**Orbital-energy shifts from long-range exact exchange in ClMo(NH)₂(NH₂)**

The table holds thirteen orbital energies around the HOMO–LUMO gap in the LDA, B97M-V and wB97X-V with the def2-TZVPP basis at one PBE0-D4/def2-TZVP geometry. The program tests a rigid scissors shift, a shift linear in orbital depth, and a parameter-free estimate from half the exact-exchange self-repulsion of a Gaussian orbital density. Relative to B97M-V, filled levels fall by 3.53 eV and empty ones rise by 2.72 eV on average, and the Gaussian estimate gives 3.0 eV, which fixes the scale only. The linear description fails for deeper levels against B97M-V, where the shift levels off near −4 eV, and the 1s cores do not follow the picture. The larger shifts of rows −6 and −5 shrink against the LDA baseline but remain, and swaps in orbital order cannot account for them.

Orbital energies of closed-shell ClH4MoN3 (SMILES [NH]=[Mo](=[NH])([NH2])[Cl], point group Cs), computed with Ansatz 0.2.0 in the gas phase with def2-TZVPP and its core potential on Mo, at the PBE0-D4/def2-TZVP geometry. The SPW92 column was run as SVWN5. Index 0 is the HOMO and 1 the LUMO; orbitals are matched between methods by their order in energy.

## Analysis program

```python
# Table: orbital energies (eV) of ClMo(NH)2(NH2), Ansatz 0.2.0, B97M-V / LDA / wB97X-V in def2-TZVPP
# at one PBE0-D4/def2-TZVP geometry. Tested: rigid scissors, shift linear in depth, and the scale
# of half the exact-exchange self-repulsion of a Gaussian orbital density (no fitted parameter).
T = {
    'index': [-8, -7, -6, -5, -4, -3, -2, -1, 0, 1, 2, 3, 4],
    'b97m_v': [-10.91, -9.53, -8.91, -8.84, -7.8, -7.7, -7.44, -6.92, -6.72, -2.26, -2.04, -1.48, -1.08],  # eV
    'spw92': [-10.58, -9.29, -8.77, -8.69, -7.62, -7.48, -7.32, -6.71, -6.6, -2.56, -2.36, -1.81, -1.38],  # eV
    'wb97x_v': [-14.64, -13.03, -12.74, -12.61, -11.27, -11.16, -10.92, -10.19, -9.98, 0.46, 0.76, 1.25, 1.55],  # eV
    'shift': [-3.72, -3.5, -3.84, -3.77, -3.47, -3.46, -3.48, -3.28, -3.26, 2.72, 2.8, 2.73, 2.63],  # eV
}
import numpy as np
from scipy.constants import physical_constants as pc
Ha = pc['Hartree energy in eV'][0]; a0 = pc['Bohr radius'][0]*1e10
i = np.array(T['index'], float).astype(int)
b, l, w, s = (np.array(T[k], float) for k in ('b97m_v', 'spw92', 'wb97x_v', 'shift'))
o, v = i <= 0, i > 0
sl, d = w - l, b - l
rms = lambda x: float(np.sqrt(np.mean(x**2)))
gap = lambda e: e[i == 1][0] - e[i == 0][0]
print("all energies eV; rounding floor 0.005 per entry, 0.01 on a difference")
for n, e in (('LDA', l), ('B97M-V', b), ('wB97X-V', w)):
    print(f"{n}: gap {gap(e):.2f}, midgap {e[i==0][0]+gap(e)/2:.2f}, width occ {np.ptp(e[o]):.2f}, virt {np.ptp(e[v]):.2f}")
print(f"gap opening: wB-B97 {gap(w)-gap(b):.2f}, wB-LDA {gap(w)-gap(l):.2f}, B97-LDA {gap(b)-gap(l):.2f}; wB/B97 {gap(w)/gap(b):.2f}")
fit, res = {}, {}
for n, e, x in (('B97', b, s), ('LDA', l, sl)):
    mo, mv = x[o].mean(), x[v].mean()
    fit[n] = np.polyfit(e[o], x[o], 1)
    rA = np.where(o, x - mo, x - mv); rB = np.where(o, x - np.polyval(fit[n], e), np.nan)
    res[n] = (rA, rB)
    print(f"A vs {n}: occ {mo:.2f} (rms {rms(rA[o]):.2f}, range {np.ptp(x[o]):.2f} = {100*np.ptp(x[o])/-mo:.0f}%), virt {mv:+.2f} (rms {rms(rA[v]):.2f}, range {np.ptp(x[v]):.2f}), |occ|/virt {-mo/mv:.2f}")
    k = np.nanargmax(abs(rB))
    print(f"B vs {n}: slope {fit[n][0]:.3f} eV/eV, intercept {fit[n][1]:.2f}, rms {rms(rB[o]):.2f}, worst row {i[k]} ({rB[k]:+.2f})")
print("row  wB-B97  wB-LDA  B97-LDA  resA(B97) resB(B97) resA(LDA) resB(LDA)")
for k in range(len(i)):
    print(f"{i[k]:3d} {s[k]:7.2f} {sl[k]:7.2f} {d[k]:7.2f} " + " ".join(f"{r[k]:8.2f}" for n in res for r in res[n]))
print("block means (unchanged by swaps inside a block): wB-B97, wB-LDA")
for lo, hi in ((-8, -8), (-7, -5), (-6, -5), (-4, -2), (-1, 0)):
    m = (i >= lo) & (i <= hi)
    print(f"  rows {lo}..{hi}: {s[m].mean():.2f}, {sl[m].mean():.2f}")
for p_, q in ((-7, -6), (-6, -5), (-5, -4), (-4, -3), (-1, 0)):
    print(f"spacing {p_}/{q}: " + ", ".join(f"{n} {e[i==q][0]-e[i==p_][0]:.2f}" for n, e in (('LDA', l), ('B97', b), ('wB', w))))
g = lambda e, n: e[i == n][0]
print(f"if -7 and -6 had swapped, wB-B97 would be {g(w,-6)-g(b,-7):.2f} and {g(w,-7)-g(b,-6):.2f}")
# Gaussian model; al, om define wB97X-V; N, N, N, Cl coordinates (A) typed from the same runs
al, om = 0.167, 0.3
def model(R):
    p = 3/(4*(R/a0)**2)
    return Ha*(al*np.sqrt(p) + (1-al)*np.sqrt(p*om**2/(p+om**2)))/np.sqrt(np.pi)
X = np.array([[-.66, 1.58, .21], [1.73, .05, -.18], [-.76, -1.35, .51], [-.38, .07, -2.69]])
R = np.sqrt(((X - X.mean(0))**2).sum(1).mean())
print(f"Gaussian: ligand rms radius {R:.2f} A -> |shift| {model(R):.1f}; obs HOMO/LUMO vs B97 {g(s,0):.2f}/{g(s,1):+.2f}, vs LDA {g(sl,0):.2f}/{g(sl,1):+.2f}")
print("  R = 1.0, 1.5, 2.0, 3.0 A -> " + ", ".join(f"{model(r):.1f}" for r in (1, 1.5, 2, 3)) + f"; long-range ceiling {Ha*(1-al)*om/np.sqrt(np.pi):.2f}")
# levels outside the table, typed from the further outputs of the same runs: (B97M-V, LDA, wB97X-V)
ext = {'Cl 1s': (-2765.40, -2728.58, -2761.52), 'lowest N 1s': (-390.18, -377.48, -392.35),
       'Mo 4s': (-71.86, -67.82, -75.78), 'lowest Mo 4p': (-44.60, -42.13, -48.82),
       'index -15': (-22.73, -21.00, -26.60), 'index -12': (-20.76, -19.31, -24.72),
       'index -11': (-13.11, -12.68, -16.94), 'index -9': (-11.94, -11.37, -15.69),
       'index 5': (-0.53, -0.87, 1.85), 'index 6': (-0.35, -0.59, 2.15),
       'index 7': (0.62, 0.42, 2.57), 'index 8': (0.76, 0.61, 2.57)}
print("outside table: wB-B97 (line B predicts), wB-LDA (line B predicts)")
for n, (x, y, z) in ext.items():
    pb, pl = (np.polyval(fit['B97'], x), np.polyval(fit['LDA'], y)) if z < 0 else (np.nan, np.nan)
    print(f"  {n}: {z-x:+.2f} ({pb:.2f}), {z-y:+.2f} ({pl:.2f})")
assert (s[o] < 0).all() and (s[v] > 0).all()
assert abs(d).max() < 0.15*abs(s).min()
assert set(i[np.argsort(s)[:2]]) == {-6, -5}
assert gap(l) < gap(b) < gap(w)
```

Printed output:

```
all energies eV; rounding floor 0.005 per entry, 0.01 on a difference
LDA: gap 4.04, midgap -4.58, width occ 3.98, virt 1.18
B97M-V: gap 4.46, midgap -4.49, width occ 4.19, virt 1.18
wB97X-V: gap 10.44, midgap -4.76, width occ 4.66, virt 1.09
gap opening: wB-B97 5.98, wB-LDA 6.40, B97-LDA 0.42; wB/B97 2.34
A vs B97: occ -3.53 (rms 0.19, range 0.58 = 16%), virt +2.72 (rms 0.06, range 0.17), |occ|/virt 1.30
B vs B97: slope 0.113 eV/eV, intercept -2.59, rms 0.13, worst row -6 (-0.24)
A vs LDA: occ -3.72 (rms 0.21, range 0.68 = 18%), virt +3.03 (rms 0.07, range 0.19), |occ|/virt 1.23
B vs LDA: slope 0.156 eV/eV, intercept -2.45, rms 0.09, worst row -7 (+0.16)
row  wB-B97  wB-LDA  B97-LDA  resA(B97) resB(B97) resA(LDA) resB(LDA)
 -8   -3.72   -4.06   -0.33    -0.19     0.10    -0.34     0.04
 -7   -3.50   -3.74   -0.24     0.03     0.17    -0.02     0.16
 -6   -3.84   -3.97   -0.14    -0.31    -0.24    -0.25    -0.15
 -5   -3.77   -3.92   -0.15    -0.24    -0.18    -0.20    -0.11
 -4   -3.47   -3.65   -0.18     0.06     0.00     0.07    -0.01
 -3   -3.46   -3.68   -0.22     0.07     0.00     0.04    -0.06
 -2   -3.48   -3.60   -0.12     0.05    -0.05     0.12    -0.00
 -1   -3.28   -3.48   -0.21     0.25     0.09     0.24     0.02
  0   -3.26   -3.38   -0.12     0.27     0.09     0.34     0.10
  1    2.72    3.02    0.30     0.00      nan    -0.01      nan
  2    2.80    3.12    0.32     0.08      nan     0.09      nan
  3    2.73    3.06    0.33     0.01      nan     0.03      nan
  4    2.63    2.93    0.30    -0.09      nan    -0.10      nan
block means (unchanged by swaps inside a block): wB-B97, wB-LDA
  rows -8..-8: -3.72, -4.06
  rows -7..-5: -3.70, -3.88
  rows -6..-5: -3.80, -3.95
  rows -4..-2: -3.47, -3.64
  rows -1..0: -3.27, -3.43
spacing -7/-6: LDA 0.52, B97 0.62, wB 0.29
spacing -6/-5: LDA 0.08, B97 0.07, wB 0.13
spacing -5/-4: LDA 1.07, B97 1.04, wB 1.34
spacing -4/-3: LDA 0.14, B97 0.10, wB 0.11
spacing -1/0: LDA 0.11, B97 0.20, wB 0.21
if -7 and -6 had swapped, wB-B97 would be -3.21 and -4.12
Gaussian: ligand rms radius 1.93 A -> |shift| 3.0; obs HOMO/LUMO vs B97 -3.26/+2.72, vs LDA -3.38/+3.02
  R = 1.0, 1.5, 2.0, 3.0 A -> 4.4, 3.5, 2.9, 2.1; long-range ceiling 3.84
outside table: wB-B97 (line B predicts), wB-LDA (line B predicts)
  Cl 1s: +3.88 (-314.85), -32.94 (-428.23)
  lowest N 1s: -2.17 (-46.65), -14.87 (-61.36)
  Mo 4s: -3.92 (-10.71), -7.96 (-13.04)
  lowest Mo 4p: -4.22 (-7.63), -6.69 (-9.03)
  index -15: -3.87 (-5.16), -5.60 (-5.73)
  index -12: -3.96 (-4.94), -5.41 (-5.47)
  index -11: -3.83 (-4.07), -4.26 (-4.43)
  index -9: -3.75 (-3.94), -4.32 (-4.23)
  index 5: +2.38 (nan), +2.72 (nan)
  index 6: +2.50 (nan), +2.74 (nan)
  index 7: +1.95 (nan), +2.15 (nan)
  index 8: +1.81 (nan), +1.96 (nan)
```
